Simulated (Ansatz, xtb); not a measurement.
**Relative energy of two isomers of C4H12BOP**

Structure I: `[BH3-][PH+]1CCOCC1`, a singlet. Structure II: `CC[C@H](C)OBP`, a singlet. Both are isolated molecules in the gas phase, relaxed with r2SCAN-D4/def2-SVP, each in the lowest conformer that the search found.

I (Å):

```yaml
atoms:
  - { symbol: C, position_ang: [1.1847, -0.5109, 0.8563] }
  - { symbol: C, position_ang: [0.5759, -0.8393, -0.5126] }
  - { symbol: C, position_ang: [-0.9624, -2.4952, 0.1812] }
  - { symbol: C, position_ang: [-0.6457, -2.4812, 1.6818] }
  - { symbol: B, position_ang: [-1.4254, 0.5281, 2.3422] }
  - { symbol: O, position_ang: [0.1672, -2.1879, -0.6091] }
  - { symbol: P, position_ang: [-0.0682, -0.8038, 2.1724] }
  - { symbol: H, position_ang: [-1.9657, 0.5706, 1.2442] }
  - { symbol: H, position_ang: [-2.1599, 0.1170, 3.2295] }
  - { symbol: H, position_ang: [-0.8246, 1.5542, 2.6280] }
  - { symbol: H, position_ang: [0.7109, -1.0403, 3.3356] }
  - { symbol: H, position_ang: [1.4996, 0.5446, 0.8991] }
  - { symbol: H, position_ang: [2.0669, -1.1487, 1.0316] }
  - { symbol: H, position_ang: [-0.2748, -0.1591, -0.7230] }
  - { symbol: H, position_ang: [1.3321, -0.6874, -1.2982] }
  - { symbol: H, position_ang: [-1.2849, -3.5046, -0.1179] }
  - { symbol: H, position_ang: [-1.7931, -1.7937, -0.0382] }
  - { symbol: H, position_ang: [-1.5430, -2.7308, 2.2713] }
  - { symbol: H, position_ang: [0.1379, -3.2252, 1.9016] }
```

II (Å):

```yaml
atoms:
  - { symbol: C, position_ang: [-2.7181, 1.8436, 1.4298] }
  - { symbol: C, position_ang: [-2.8587, 1.7383, -0.0831] }
  - { symbol: C, position_ang: [-1.6695, 1.0686, -0.7631] }
  - { symbol: C, position_ang: [-1.8127, 0.9896, -2.2710] }
  - { symbol: B, position_ang: [-0.5175, -0.6834, 0.5007] }
  - { symbol: O, position_ang: [-1.5521, -0.2730, -0.2557] }
  - { symbol: P, position_ang: [-0.5875, -2.4245, 1.3097] }
  - { symbol: H, position_ang: [-3.5780, 2.3676, 1.8738] }
  - { symbol: H, position_ang: [-2.6606, 0.8480, 1.8965] }
  - { symbol: H, position_ang: [-1.8071, 2.3986, 1.7093] }
  - { symbol: H, position_ang: [-2.9743, 2.7430, -0.5265] }
  - { symbol: H, position_ang: [-3.7698, 1.1714, -0.3464] }
  - { symbol: H, position_ang: [-0.7431, 1.6160, -0.4975] }
  - { symbol: H, position_ang: [-2.7108, 0.4113, -2.5391] }
  - { symbol: H, position_ang: [-1.9039, 1.9979, -2.7029] }
  - { symbol: H, position_ang: [-0.9379, 0.4966, -2.7208] }
  - { symbol: H, position_ang: [0.4016, 0.0709, 0.7592] }
  - { symbol: H, position_ang: [0.7599, -2.8006, 1.0403] }
  - { symbol: H, position_ang: [-1.1788, -3.1395, 0.2282] }
```

Quicker runs give these differences E(II) − E(I): GFN2-xTB −1.030 eV; HF/STO-3G −1.313 eV (at GFN2-xTB geometries); r2SCAN-D4/def2-SVP//GFN2-xTB −1.499 eV.

Task: Estimate E(II) − E(I) at the level CCSD(T)/def2-SVP + ΔMP2/def2-TZVPP.

Result: Calculated at CCSD(T)/def2-SVP + ΔMP2/def2-TZVPP: E(II) − E(I) = −1.523 eV, so structure II lies lower.

How the difference moves with the method:

```json
{"level": "GFN2-xTB", "geometry": "GFN2-xTB", "E(II) − E(I) (eV)": "−1.030", "departure from the last row (eV)": "+0.494", "job, with rough time for the two": "optimisation, 0.51 s"}
{"level": "HF/STO-3G", "geometry": "GFN2-xTB", "E(II) − E(I) (eV)": "−1.313", "departure from the last row (eV)": "+0.210", "job, with rough time for the two": "single point, 0.48 s"}
{"level": "r2SCAN-D4/def2-SVP//GFN2-xTB", "geometry": "GFN2-xTB", "E(II) − E(I) (eV)": "−1.499", "departure from the last row (eV)": "+0.024", "job, with rough time for the two": "single point, 5.3 s"}
{"level": "r2SCAN-D4/def2-SVP", "geometry": "r2SCAN-D4/def2-SVP", "E(II) − E(I) (eV)": "−1.552", "departure from the last row (eV)": "−0.028", "job, with rough time for the two": "optimisation, 54 s"}
{"level": "HF/def2-SVP", "geometry": "r2SCAN-D4/def2-SVP", "E(II) − E(I) (eV)": "−2.113", "departure from the last row (eV)": "−0.590", "job, with rough time for the two": "part of the CCSD(T) run"}
{"level": "MP2/def2-SVP", "geometry": "r2SCAN-D4/def2-SVP", "E(II) − E(I) (eV)": "−1.803", "departure from the last row (eV)": "−0.279", "job, with rough time for the two": "part of the CCSD(T) run"}
{"level": "CCSD(T)/def2-SVP", "geometry": "r2SCAN-D4/def2-SVP", "E(II) − E(I) (eV)": "−1.883", "departure from the last row (eV)": "−0.360", "job, with rough time for the two": "single point"}
{"level": "CCSD(T)/def2-SVP + ΔMP2/def2-TZVPP", "geometry": "r2SCAN-D4/def2-SVP", "E(II) − E(I) (eV)": "−1.523", "departure from the last row (eV)": "", "job, with rough time for the two": "single point, 2.3 min"}
```

As drawn, II has 1 C–C, 1 B–O, 1 C–H, 1 P–H in place of 2 C–P, 1 C–O, 2 B–H. Structure I has a 6-membered ring, II no ring.

The levels shown agree on the order. The largest departure from CCSD(T)/def2-SVP + ΔMP2/def2-TZVPP is that of HF/def2-SVP, 0.590 eV. The last row adds to CCSD(T) the change of the MP2 difference between the two basis sets, here +0.360 eV, a large step that makes the value less sure.

With thermal terms from frequencies at re-optimised GFN2-xTB minima (ideal gas, soft modes damped towards free rotors, one conformer each, 298.15 K, 1 atm): the zero-point term adds +0.044 eV; ΔH is −1.433 and ΔG −1.560 eV.

The correlated steps freeze 11 core orbitals. Mirror images aren't counted in ΔG. Codes used: Ansatz 0.2.0, xtb 6.7.1; the last row on 4 threads of Arm Neoverse V1 on a shared host.

Structure II lies well below I, and the main cause is probably the boron–oxygen bond. In I, boron is saturated by a dative bond from phosphorus, and oxygen sits in an ordinary ether. In II, oxygen binds directly to three-coordinate boron and donates a lone pair into its empty p orbital, adding π character to an already strong, polar σ bond. Phosphorus stays clearly pyramidal there, which suggests that oxygen is the main π donor. Exchanging C–P for C–C and C–H bonds should help as well, whereas ring strain in the six-membered ring of I is likely minor.

Correlation favours I: the preference for II shrinks from −2.113 eV in HF/def2-SVP to −1.883 eV in CCSD(T) with the same basis, plausibly because the compact adduct and its dative bond gain more from it. Entropy favours the open chain, consistent with its looser torsions. The energy order doesn't imply that I rearranges readily, nor that monomeric II would resist association through its Lewis acidic boron and basic phosphorus.
